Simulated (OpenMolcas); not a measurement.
## How basis sets differ on [AlF4]− (fluoroaluminate)

[AlF4]− has 5 atoms, charge -1, and is taken as a singlet. SMILES: `[F][Al-]([F])([F])[F]`. The coordinates come from a PBE0-D4/def2-TZVPD relaxation.

Quantity: the HOMO–LUMO gap, in eV. The values are calculated.

```json
{"level": "HF/ANO-RCC-MB (DKH2)", "kind": "Hartree–Fock", "program": "OpenMolcas", "value (eV)": "21.73", "CPU time": "4.6 s"}
{"level": "HF/ANO-XS-MB (DKH2)", "kind": "Hartree–Fock", "program": "OpenMolcas", "value (eV)": "22.38", "CPU time": "1.2 s"}
{"level": "HF/STO-3G", "kind": "Hartree–Fock", "program": "OpenMolcas", "value (eV)": "23.56", "CPU time": "3.4 s"}
{"level": "HF/3-21G", "kind": "Hartree–Fock", "program": "OpenMolcas", "value (eV)": "19.57", "CPU time": "4 s"}
{"level": "HF/6-311+G**", "kind": "Hartree–Fock", "program": "OpenMolcas", "value (eV)": "15.89", "CPU time": "33 s"}
```

Sets without diffuse functions describe the anion poorly. The values span 15.89 to 23.56 eV. A Hartree–Fock LUMO above zero doesn't converge with the basis: it sinks as sets grow more diffuse. Orbital gaps aren't excitation energies. Times are those of the runs behind each value, whatever else they computed, on shared processors of several kinds: orders of magnitude only.

The gap is largest in the three minimal sets, smaller in split-valence 3-21G, and smallest in 6-311+G**, at 15.89 eV. The occupied frontier level of this closed-shell anion is essentially fluorine 2p lone pair, held tightly by an electronegative ligand. The empty level has no comparable anchor. A minimal set can build it only from the valence functions left over, which forces it into a compact, high-lying Al–F antibonding combination. With more radial freedom, it can spread outwards and avoid the repulsion of the filled fluoride shells, so it probably accounts for most of the narrowing. In the largest set it is likely closer to a discretised continuum state than to a valence σ* orbital.

The spread among the minimal sets probably reflects their different contractions rather than relativity, which matters little for elements this light. The wide gap fits a hard, weakly oxidisable anion, but its size is no measure of Al–F bond strength. Because 6-311+G** also adds polarisation and a further valence split, its drop from 3-21G can't be assigned to diffuse functions alone.
